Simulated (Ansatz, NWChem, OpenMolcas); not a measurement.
SiH4O2 (SMILES O[SiH2]O): methods side by side

SiH4O2 has 7 atoms, charge 0, and is taken as a singlet. SMILES: `O[SiH2]O`. Geometry: relaxed at PBE0-D4/def2-TZVP. This is one conformer, not always the lowest.

```
atom    x (Å)    y (Å)    z (Å)
   O  -1.3852  -0.2439  -0.3544
  Si   0.0514   0.4222   0.0792
   O   1.2740  -0.6686   0.1832
   H  -1.4567  -0.6156  -1.2348
   H   0.5267   1.3930  -0.9334
   H  -0.2293   1.0489   1.3916
   H   1.2190  -1.3361   0.8686
```

Each level gives the energy change with the O1–Si2 bond stretched from 1.642 to 3.612 Å (eV). The values are calculated.

| level | kind | program | value (eV) | CPU time (all runs) |
| --- | --- | --- | --- | --- |
| HF/def2-SVPD (restricted) | Hartree–Fock | Ansatz | 7.19 | 3.7 s |
| M06-2X/def2-SVPD (restricted) | hybrid meta-GGA | NWChem | 6.46 | 57 s |
| PBE0/def2-SVPD (restricted) | global hybrid | Ansatz | 5.91 | 9.3 s |
| r2SCAN0/def2-SVPD (restricted) | hybrid meta-GGA | Ansatz | 6.22 | 16 s |
| HSE06/def2-SVPD (restricted) | range-separated hybrid | Ansatz | 5.88 | 9.5 s |
| RPA@PBE0/def2-SVPD (restricted) | RPA | Ansatz | 5.47 | 16 s |
| MP2/def2-SVPD (restricted) | perturbation theory | OpenMolcas | 5.86 | 19 s |
| CCSD(T)/def2-SVPD (restricted) | coupled cluster or CI | Ansatz | 4.87 | 39 s |

The first shape isn't each level's own minimum. The values span 4.87 to 7.19 eV. The coupled-cluster rows rest on a doubtful reference here (large T1 or Brueckner and Hartree–Fock orbitals at odds), and rows may lie in different states. In so small a basis fixed costs decide the times, and correlated methods can beat functionals. Times are those of the runs behind each value, whatever else they computed, on shared processors of several kinds: orders of magnitude only.

Stretching the Si–O bond is costly at every level, as expected for a strong, polar σ bond reinforced by the electrostatic attraction between electropositive silicon and oxygen. Hartree–Fock gives the largest value, 7.19 eV, and every correlated or density-functional row lies below it. As the σ and σ* orbitals approach each other in energy, homolytic cleavage calls for two configurations, whereas a single closed-shell determinant keeps too much ionic Si⁺/OH⁻ character; the spread probably reflects how differently the methods compensate for this missing static correlation.

PBE0 and HSE06 nearly coincide, so screening long-range exchange matters little for this energy difference. The closeness of MP2 to both is no evidence of accuracy, because low-order perturbation theory becomes unreliable as the orbital gap narrows. The table therefore supports a substantial cost of stretching but neither a reliable ranking of the methods nor a precise bond strength. With only one stretched point, it also remains open whether the energy has levelled off towards separated fragments.
